## How a correction on one shell pushes a crystal apart

A correction that acts only on the d orbitals of one atom looks like a matter for the electrons alone. In KCrO₃ the formal charges leave chromium with a single d electron. The Hubbard term $U$ (the column "U − J on Cr d") ought to hold that electron in place, leave a moment near 1 μB on Cr, and hardly touch the size of the cell.

The calculation behaves otherwise. Each electronvolt of $U$ adds roughly 3 GPa of pressure at fixed volume, which is worth one and a half to two per cent of the volume once the cell is free to expand. The Cr moment, too, can lie far above 1 μB.

Cubic perovskite KCrO₃ (five-atom cells), computed with Ansatz 0.2.0: r2SCAN+U with orthogonalised all-electron atomic projectors on Cr d, plane waves with generated PAW datasets, 500 eV cutoff, scalar-relativistic, collinear spin. Single points on unrelaxed cells, with k-meshes of 5×5×5 or 6×6×6; positive pressure means compression.

```tsv
U − J on Cr d (eV)	volume (Å³/atom)	shortest distance at Cr (Å)	pressure (GPa)	band gap on the mesh (0: none) (eV)	Bader charge of Cr (e)	mean ∣Bader moment∣ on Cr (μB)
1.81	11.23	1.915	-5.0	0.00	2.15	1.87
1.90	10.04	1.844	14.0	0.00	2.19	1.50
2.28	11.17	1.911	-2.9	0.00	2.15	1.96
3.73	10.21	1.855	15.9	0.00	2.18	1.96
5.81	10.96	1.899	12.2	0.00	2.12	2.52
```

### The symptom

Compare the rows at $U$ = 2.28 and 5.81 eV. The second cell is only 2 % smaller, yet its pressure is 15 GPa higher. With the stiffness found below, the smaller volume accounts for about 3 GPa of this. The rest comes with the larger $U$.

The total spin and the charge give no such warning. In the output of the runs the total moment of the cell is 1 μB for every row, as a single d electron demands, and the Bader charge of Cr varies by only 0.07 e. The band gap is zero throughout. That is no verdict on a real crystal, because a cubic cell with one Cr atom allows neither distortion nor antiferromagnetic order.

### Why the pressure rises

The correction adds the energy

$$E_U=\frac{U}{2}\sum_i n_i(1-n_i),$$

where $n_i$ is the occupation of the $i$-th d orbital of one spin. The cost vanishes for an empty or a full orbital and is greatest for a half-filled one. This form is meant to remove an error of approximate functionals, which make fractional electron numbers on a nearly isolated atom too favourable. In KCrO₃, however, much of the fractional occupation is chemical bonding: Cr d and O 2p orbitals mix, and the d shell holds more than four electrons instead of the formal one. The correction cannot tell a bond from an error and charges for both.

One electron shared by two unlike nuclei shows the direction of the push. Suppose the penalty acts on the orbital of one nucleus, and one end attracts the electron more strongly by a steady amount. When the nuclei approach, their orbitals mix more, the electron spreads more evenly, the penalty grows, and the nuclei are driven apart. In the symmetric hydrogen molecular ion the share is one half at every distance, so the penalty is constant and exerts no force. The picture gives the sign of the effect, but not its size in a solid with partly filled bands.

What matters is therefore how quickly the occupations move towards one half on squeezing, not how fractional they are. In KCrO₃ they do move that way. Between the rows at 1.81 and 1.90 eV, whose $U$ is nearly equal, the volume shrinks by 11 %. The mean occupation of the spin-up t₂g orbitals falls from 0.77 to 0.71, and that of the spin-down ones rises from 0.18 to 0.22. The pattern of orbital filling also changes between these two rows, so compression may not account for all of the shift.

### From occupations to gigapascals

Let $h=\tfrac12\sum_i n_i(1-n_i)$. Because the electrons have already minimised the energy, a small change of $U$ alters it only through the explicit factor, so $dE/dU=h$. Pressure is $P=-dE/dV$. Exchanging the order of the two derivatives gives

$$\left(\frac{\partial P}{\partial U}\right)_V=-\left(\frac{\partial h}{\partial V}\right)_U .$$

The pressure caused by $U$ can thus be read from occupations alone. From the row at 1.81 eV to that at 1.90 eV, $h$ rises by 0.0965, while the five-atom cell shrinks by $5\times(11.23-10.04)=5.95$ Å³. The ratio is 0.016 per Å³. Since 1 eV/Å³ is about 160 GPa, each electronvolt of $U$ adds 2.6 GPa.

The same two rows fix the stiffness, 168 GPa per unit of $\ln V$. The row at 5.81 eV, which had no part in setting these constants, should then have the pressure

$$-5.0+168\,\ln\frac{11.23}{10.96}+2.6\times(5.81-1.81)\approx 9.5\ \text{GPa}.$$

The calculation gives 12.2 GPa. A line that ignores $U$ predicts −0.9 GPa, so the simple model recovers most of the effect but not all of it.

For the other two predicted rows, at 2.28 and 3.73 eV, the model agrees to within 0.1 GPa. That is closer than a stiffness from two points and the coarse mesh of the 3.73 eV row entitle it to be. The shortfall at 5.81 eV has more than one possible source. The slope found near 2 eV is carried over a further 4 eV, into a state with much fuller spin-up t₂g orbitals, and it was taken from two rows with different patterns of orbital filling. The printed output below lists the occupations and the predictions with and without $U$.

### What this does to the lattice

Carried to zero pressure with the same stiffness, the volume grows from 10.9 to 11.8 Å³ per atom between the lowest and the highest $U$. This is 8 % in volume, or 2.6 % in the cell edge. These are extrapolations, not relaxed cells.

The rows do not all share one kind of electronic state. At 1.90 and 5.81 eV the three spin-up t₂g orbitals are equally filled; in the other rows they are not. Those two rows also used the broadest smearing of the levels, and no solution was tested for stability. The rest volume grows with $U$ within each group, so the change of state alone does not explain the expansion. The reference pair does combine one row of each kind, which makes the slope of 2.6 GPa per electronvolt an estimate.

### The same bias in the spin

The correction also acts on each orbital as a potential $U(\tfrac12-n)$. It lowers orbitals that are more than half full and raises the others. Spin-up t₂g orbitals are pulled down and spin-down ones pushed up, which moves the two sets apart by 0.9 eV in the row at 1.90 eV and by 4.7 eV in that at 5.81 eV.

Theory then argues as follows. The lowered spin-up orbitals take a larger share of the Cr–O bonds, and the raised spin-down orbitals a smaller one. Chromium gains spin-up density and gives up spin-down density, so its charge hardly changes while oxygen acquires an opposed moment. This fits the row at 5.81 eV, where Cr carries 2.52 μB and its surroundings −1.52 μB.

Like the pressure, the Cr moment shows the effect of $U$ cleanly only between cells of equal volume and like orbital filling. It drops from 1.87 to 1.50 μB between the rows at 1.81 and 1.90 eV, where compression and the change of orbital filling act together.

### Recognising the fault

The practical test is to keep the cell fixed, change $U$ by an electronvolt or two, make sure that the pattern of orbital filling stays the same, and compare pressures. The pressure shift divided by the stiffness is the relative change of volume that the choice of $U$ brings with it. If that change exceeds the accuracy wanted for the lattice, the computed cell size is not a property of the material alone but depends on the chosen $U$. A steady total moment or atomic charge is no reassurance, since both hardly move here while the estimated rest volume grows.

Numerical output:

```
Occupations and spin:
   row  mean t2g up  mean t2g down  d electrons  half sum of n(1-n)  Hubbard energy (eV)  t2g spin splitting by U (eV)  spin outside Cr (muB)
  1.81       0.7653         0.1773        4.267              0.9427                1.706                         1.064                  -0.87
   1.9        0.709          0.223        4.318               1.039                1.974                        0.9234                   -0.5
  2.28        0.781          0.164        4.255              0.9114                2.078                         1.407                  -0.96
  3.73       0.7833          0.157        4.262              0.9019                3.364                         2.336                  -0.96
  5.81        0.899          0.093        4.172              0.6767                3.932                         4.683                  -1.52
Pressure in GPa (first two rows fix the line):
   row  computed  predicted with U  miss with U  predicted without U  miss without U  rest volume (A^3 per atom)
  1.81        -5                -5            0                   -5               0                        10.9
   1.9        14                14   -5.329e-14                   14      -5.329e-14                       10.92
  2.28      -2.9            -2.881      0.01879               -4.091          -1.191                       10.98
  3.73      15.9             15.94       0.0421                11.15          -4.748                       11.23
  5.81      12.2             9.471       -2.729              -0.8719          -13.07                       11.79
Rise of half sum of n(1-n) from row 1.81 to row 1.90: 0.0965
Compression from row 1.81 to row 1.90 (%): 10.6
Pressure added per eV of U, from occupations (GPa/eV): 2.598
Stiffness used, pressure per unit of ln V (GPa): 167.5
Energy rise from row 1.81 to 2.28, computed (eV): 0.4283
The same from occupations and pressure (eV): 0.4283
Growth of rest volume, row 1.81 to 5.81 (%): 8.148
Growth of rest cell edge, row 1.81 to 5.81 (%): 2.645
Growth of rest volume, cubic states 1.90 to 5.81 (%): 7.997
Growth of rest volume, polarised states 1.81 to 3.73 (%): 2.997
Pressure difference, row 5.81 less row 2.28 (GPa): 15.1
Part of it due to the smaller volume (GPa): 3.18
Change of Cr moment, row 2.28 to 5.81 (muB): 0.56
Change of Cr moment, row 1.81 to 1.90 (muB): -0.37
Span of the Bader charge of Cr (e): 0.07
```
